**Ten-electron ions: 2p ionisation from Mg2+ to Gd54+**

The 2p ionisation energy (IE) of these ions is that of a hydrogen-like $n=2$ level behind a screen of six to seven electrons, and it rises 143-fold while $Z^2$ rises only 28-fold. The scalar-relativistic LDA value exceeds the NIST value in every row, by 0.58% at Mg2+, 0.18% at P5+ and 2.0% at Gd54+. At the heavy end the excess has the size and steepness of the spin-orbit coupling that the calculation leaves out.

Ten-electron ions ([He] 2s2 2p6) computed with Quantum ESPRESSO 7.5 (ld1.x): all-electron, scalar-relativistic, spin-polarised Kohn-Sham LDA (PW92) with spherical densities and a point nucleus. The ionisation energy is the total energy of the ion with one electron fewer, its open shell filled at highest spin, less that of the listed ion.

```csv
species,Z,charge (e),ionisation energy (eV),−ε(highest occupied) (eV),highest level mean radius (bohr),NIST table (eV),kind of table value,stated uncertainty (eV),computed less table (eV)
Mg2+,12,2,80.6120,66.838,0.68397,80.1436,measured,0.0006,0.468
P5+,15,5,220.826,199.88,0.47872,220.43,semi-empirical,0.005,0.396
Mn15+,25,15,1136.04,1091.9,0.24198,1133.7,semi-empirical,0.6,2.34
Rb27+,37,27,3150.79,3078.9,0.15151,3133.3,semi-empirical,1.8,17.5
I43+,53,43,7439.06,7330.0,0.10017,7337,theory,4,102
Gd54+,64,54,11497.7,11363,0.080634,11273,theory,5,225
```

Here $\varepsilon$ is the Kohn-Sham eigenvalue of the 2p level and the mean radius is $\langle r\rangle$ of that orbital. Every row is closed-shell $2s^2 2p^6$ going to a spherical $2p^5$ ion with three spins up and two down, so the rows form one trend. The printed analysis after this page holds the row-by-row misfits.

**Screening sets the main trend**

Measuring lengths in units of $1/Z$ turns the ion into hydrogen with an electron repulsion of strength $1/Z$. Perturbation theory then gives, in hartree,

$$\mathrm{IE}=\frac{Z^2}{8}-aZ+b+\frac{c}{Z}+\frac{7}{384}\alpha^2(Z-s)^4 ,$$

with $\alpha$ the fine-structure constant. The coefficient $a$ is the repulsion, less exchange, between one 2p electron and the other nine in hydrogenic orbitals; the exact integrals give $a=1.6365$ with nothing fitted. This is the exact-exchange value, and LDA need not share it precisely. Comparison with $(Z-\sigma)^2/8=Z^2/8-\sigma Z/4+\dots$ gives a limiting screening $\sigma=4a=6.55$. The screen removes more than half of the charge of magnesium and a tenth of that of gadolinium, which is why IE outruns $Z^2$.

The $\sigma$ read from each computed IE falls steadily from 7.13 to 5.86. It lies above $4a$ up to Rb27+, where the higher orders $b$ and $c/Z$ count, and below it for I43+ and Gd54+. A non-relativistic series approaches $4a$ and has no reason to keep falling past it. The extra binding is argued to be relativistic, since the Dirac correction to an $n=2$ level is

$$\frac{\alpha^2Z^4}{32}\left(\frac{2}{j+\tfrac12}-\frac34\right).$$

The bracket is $5/4$ for $j=1/2$ and $1/4$ for $j=3/2$. Its mean over the two and four states is $7/12$, the level that a scalar-relativistic equation describes at this order, and $7/12\times 1/32=7/384$.

Three models were fitted to all six computed energies. One constant $\sigma$ is off by up to 4.0% of IE, the series without the $Z^4$ term by up to 2.5% (Gd54+ in both), and the full form by at most 0.026% (Rb27+). For Mn15+, a row of the fit, $78.125-1.6365\times25+4.256+4.12/25=41.633$ hartree, or 1132.9 eV at 27.211 eV per hartree. The relativistic term adds 3.3 eV, giving 1136.2 eV against 1136.04 eV. Three constants on six rows make a modest test, the misfits exceed the rounding of the table, and $b$, $c$ and $s$ trade against each other, so their values carry no separate meaning.

The radius shows a weaker screen. From $\langle r\rangle=5/(Z-\sigma_r)$ bohr for a hydrogenic 2p orbital, $\sigma_r$ is 4.69 at Mg2+. Electrostatics accounts for the difference: charge lying outside an electron raises its potential energy but exerts no net force on it, so the partners in the $n=2$ shell weigh more in the energy than in the size. Most of the drop of $\sigma_r$ to 1.99 at Gd54+ is what relativistic contraction would do, on top of a small non-relativistic drift among the light rows; that cause is argued and was not tested here.

**Why $-\varepsilon/\mathrm{IE}$ approaches 1 while the gap grows**

The ratio climbs from 0.829 to 0.988, yet the gap $\mathrm{IE}-(-\varepsilon)$ widens from 13.8 to 134.7 eV. A charged conducting sphere is the simpler system. Its energy is quadratic in the charge and its potential linear, so removing one whole unit of charge costs the mean of the potentials before and after, and differs from the starting potential by half a charging energy proportional to $1/R$. Janak's theorem, $\varepsilon=\partial E/\partial n$ for occupation $n$, carries this over: IE is $-\int_0^1\varepsilon\,dn$, close to the mean of $-\varepsilon$ at the two ends.

The same calculation puts the spin-down 2p level of Mg3+ at $-94.836$ eV. The mean of 66.838 and 94.836 is 80.837 eV, 0.28% above the computed IE with nothing fitted, and from Mn15+ onwards the midpoint is within 0.04%. Because $1/\langle r\rangle$ grows about linearly with $Z$, so should the gap, and a straight line of 2.32 eV per unit of $Z$ meets all six rows within 0.1 eV. The tightness of that line is partly an offset: at the heavy end half the drift of $\varepsilon$ runs ahead of it (138.9 eV at Gd54+) and the midpoint misfit discussed below takes the excess back. A linear gap over a roughly quadratic IE sends the ratio towards 1 without any improvement of the eigenvalue.

The analogy gives the scaling but not the size. A rigid sphere suggests half of the 2p–2p Coulomb integral $F^0$, whereas the gap is $0.43F^0$ in Mn15+ and $0.44F^0$ in I43+; exchange-correlation and orbital relaxation have no place in the sphere. The analogy also describes LDA and not the exact theory. There the energy is linear between whole electron numbers and $-\varepsilon$ equals IE, so theory assigns the curvature to the self-interaction of LDA, which lets a fraction of an electron repel itself. In absolute terms the midpoint misfit grows from 0.2–0.3 eV in the three lightest rows to 4.2 eV at Gd54+. The expected cause is a known fault of the method: the scalar-relativistic density holds the large components alone, so Janak's theorem holds only up to the weight of the small component, which grows as $(Z\alpha)^2$. It was not isolated in these runs.

**Two likely main sources of the error against NIST**

The real ion loses its least bound electron, a $2p_{3/2}$ one. In the units of the bracket the splitting $\Delta$ is $5/4-1/4=1$ and the scalar level lies $7/12-1/4=1/3$ deeper than $2p_{3/2}$, so the computed IE should be too high by about $\Delta/3$. The Dirac formula at charge $Z-3.5$, a rough recalled screening constant for 2p doublets, gives $\Delta/3=98.7$ eV for I43+ and 231 eV for Gd54+, against errors of 102 and 225 eV. For the four heaviest rows the remainder is within 1.6 stated uncertainties, but that closeness should not be pressed, because two faults of the estimate pull in opposite directions. The constant 3.5 belongs to X-ray doublets of neutral atoms; these stripped ions are screened less, so their $\Delta$ is larger. The fraction $1/3$ holds only at order $(Z\alpha)^4$; at Gd54+, where $(Z\alpha)^2$ is about 0.2, the higher orders deepen mainly $2p_{1/2}$, so the scalar level lies less than $\Delta/3$ below $2p_{3/2}$. Fitting the constant to the three heaviest rows gives 3.72, which helps two of them and worsens I43+.

The steepness points the same way. From Mn15+ upwards the error grows locally as $Z^{4.2}$ to $Z^{5.1}$ and $\Delta/3$ as about $Z^{4.5}$, while by the scaling above a non-relativistic functional error in the repulsion terms grows no faster than about $Z$. The cause is thus matched in size and slope, not isolated by switching the coupling on. The sign of the remainder at the heavy end carries no meaning: it mixes the crudeness of a single screening constant and of the leading-order fraction $1/3$ with Breit, QED, nuclear-size and LDA terms that this estimate cannot tell apart. The reference values for I43+ and Gd54+ are themselves theory.

The light rows are the irregular ones. From Mg2+ to P5+ the error falls from 0.468 to 0.396 eV, the only decrease in the series. At Mg2+, the one measured value, the estimate of $\Delta/3$ covers 17% of the error, a figure that probably runs somewhat low; the rest, roughly 0.4 eV or 0.5% of the NIST value, falls by elimination mainly to the spherical LDA treatment. That includes the functional itself and the spherical density imposed on the $2p^5$ ion, a constraint that can only raise that ion's LDA energy and with it the computed IE; the two were not separated. At P5+ the same estimate leaves 0.13 eV, and a larger $\Delta$ would leave less, on an IE almost three times larger, while $\Delta/3$ is still only 0.12% of it. The minimum in the relative error is therefore where a shrinking term meets a growing one. At Mn15+ the estimate of 3.28 eV overshoots the error of 2.34 eV, so the small 0.21% may hide a cancellation, though the reference is uncertain by 0.6 eV. The dip is no evidence that LDA is at its best there.

The same bracket fixes the sign elsewhere. A lone 2p electron sits in $2p_{1/2}$, so leaving out the coupling should by itself make the IE too low by about $2\Delta/3$, with any LDA error on top, and removal from an s shell carries no such first-order term.

Printed output of the fit:

```
1. Trend. First-order a = 1.6365 hartree (not fitted), limiting screening 4a = 6.546
IE(Gd54+)/IE(Mg2+) = 142.6; Z^2 ratio = 28.4
A: (Z-s)^2/8, s = 7.046
B: Z^2/8-aZ+b+c/Z, b = 4.508, c = 1.05 hartree
C: B+(7/384)alpha^2(Z-s)^4, b = 4.256, c = 4.12, s = 6.17
ion  screening from IE, NIST, <r> | misfit % A, B, C | C misfit eV | Z^4 term eV, % of IE
Mg2+   7.132 7.146 4.690 | +3.55 -0.14 +0.003 | +0.00 | 0.03 0.04
P5+    6.943 6.950 4.555 | -2.55 +0.51 -0.013 | -0.03 | 0.16 0.07
Mn15+  6.725 6.743 4.337 | -3.49 +0.03 +0.016 | +0.18 | 3.32 0.29
Rb27+  6.565 6.649 3.999 | -3.14 -0.59 +0.026 | +0.80 | 23.86 0.76
I43+   6.234 6.556 3.085 | -3.44 -1.63 +0.005 | +0.34 | 127.04 1.71
Gd54+  5.860 6.431 1.991 | -4.04 -2.54 -0.022 | -2.48 | 295.43 2.57
worst rows: A Gd54+ 4.039%, B Gd54+ 2.543%, C Rb27+ 0.026%
rounding of IE: 0.00005 to 0.05 eV, at most 0.00044%
2. Gap IE-(-eps) = 2.323 eV * Z -13.99 eV (rounding of -eps up to 0.5 eV)
ion  -eps/IE | gap eV, line misfit eV | half drift of eps eV | midpoint-IE eV, %
Mg2+   0.829 | 13.8 +0.10 | 14.0 | +0.23 +0.279
P5+    0.905 | 20.9 -0.10 | 21.1 | +0.20 +0.092
Mn15+  0.961 | 44.1 -0.07 | 44.4 | +0.30 +0.026
Rb27+  0.977 | 71.9 +0.06 | 72.6 | +0.71 +0.023
I43+   0.985 | 109.1 +0.05 | 111.3 | +2.22 +0.030
Gd54+  0.988 | 134.7 -0.04 | 138.9 | +4.24 +0.037
gap slope between rows, eV per unit Z: 2.39 2.32 2.31 2.32 2.33
gap/F0(2p,2p): Mn15+ 0.430, I43+ 0.441
3. Error vs 1/3 of Dirac 2p splitting at Z-s; s = 3.5 (recalled), 3.72 (fit, 3 heaviest)
ion  error eV, % , /unc | D/3 eV, share of error, rest eV, rest/unc | fitted s: D/3, rest eV
Mg2+   0.468 0.58 780 | 0.079 0.17 +0.39 +648.4 | 0.0713 +0.40 (measured)
P5+    0.396 0.18 79 | 0.265 0.67 +0.13 +26.2 | 0.246 +0.15 (semi-empirical)
Mn15+  2.34 0.21 4 | 3.28 1.40 -0.94 -1.6 | 3.15 -0.81 (semi-empirical)
Rb27+  17.5 0.56 10 | 19.7 1.13 -2.25 -1.2 | 19.2 -1.74 (semi-empirical)
I43+   102 1.39 26 | 98.7 0.97 +3.28 +0.8 | 96.9 +5.06 (theory)
Gd54+  225 2.00 45 | 231 1.02 -5.56 -1.1 | 227 -2.07 (theory)
local exponent of error in Z: -0.75 3.48 5.13 4.91 4.19
local exponent of D/3 in Z:   5.43 4.92 4.58 4.48 4.50
D/3 as % of NIST value: 0.10 0.12 0.29 0.63 1.35 2.05
error column has 3 figures: rounding 0.5 eV for I43+ and Gd54+
```
